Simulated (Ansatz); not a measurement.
# Ligand exchange: C4H9ClO + SiH2(CH3)F → C4H9FO + SiH2(CH3)Cl

Species: C4H9ClO `CCOCCCl`, singlet; SiH2(CH3)F, singlet; C4H9FO `CCOCCF`, singlet; SiH2(CH3)Cl ((chlorosilyl)methane), singlet. The partners trade Cl for F: C–Cl and Si–F bonds give way to C–F and Si–Cl.

Shapes, held fixed at every level: PBE0-D4/def2-TZVP. Flexible molecules stand in one conformer, not always the lowest. Programs: Ansatz 0.2.0. The zero-point and thermal change to 298 K, harmonic and unscaled (PBE0-D4/def2-TZVP), is +0.8 kJ/mol.

```csv
level,kind,ΔH(298 K) (kJ/mol),less CCSD(T)/CBS estimate
SPW92/def2-TZVPP,LDA,+51.3,-9.3
r2SCAN-D4/def2-TZVPP,meta-GGA,+52.8,-7.8
BHLYP-D4/def2-TZVPP,global hybrid,+52.8,-7.8
wB97X-V/def2-TZVPP,range-separated hybrid,+51.3,-9.3
MP2/def2-TZVPP,perturbation theory,+63.9,+3.3
CCSD/def2-SVP,coupled cluster or CI,+39.0,-21.6
CCSD(T)/def2-TZVPP,coupled cluster or CI,+58.7,-1.9
CCSD(T)/CBS estimate,coupled cluster or CI,+60.6,0.0
```

The highest level, CCSD(T)/CBS estimate, gives ΔH(298 K) = +60.6 kJ/mol; the levels span +39.0 to +63.9. The column of differences is taken from that level and isn't an error. No measured value is set beside it here. The CBS estimate extrapolates MP2 from def2-TZVPP and def2-QZVPP and adds CCSD(T) − MP2 in the triple-zeta set, cores frozen.

The exchange is clearly endothermic at every level, so fluorine prefers silicon and chlorine is better left on carbon. Both elements bind fluorine more strongly than chlorine, but the preference is much greater for silicon. Silicon is more electropositive than carbon, which gives Si–F a large ionic contribution, probably helped by donation from the fluorine lone pairs into σ* orbitals on silicon. The C–F bond gained cannot repay that loss. The thermal term is tiny, so the preference is essentially electronic.

The four density functionals agree closely with one another, from +51.3 to +52.8 kJ/mol, yet all lie below the coupled-cluster reference; their mutual agreement is therefore no measure of accuracy. The low CCSD value probably reflects its small basis, which describes the polar fluorine bonds unevenly, though missing triples may contribute. None of this disturbs the sign, and the reverse transfer of fluorine from carbon to silicon is favoured in enthalpy. How readily either exchange proceeds depends on barriers that reaction enthalpies do not reveal.
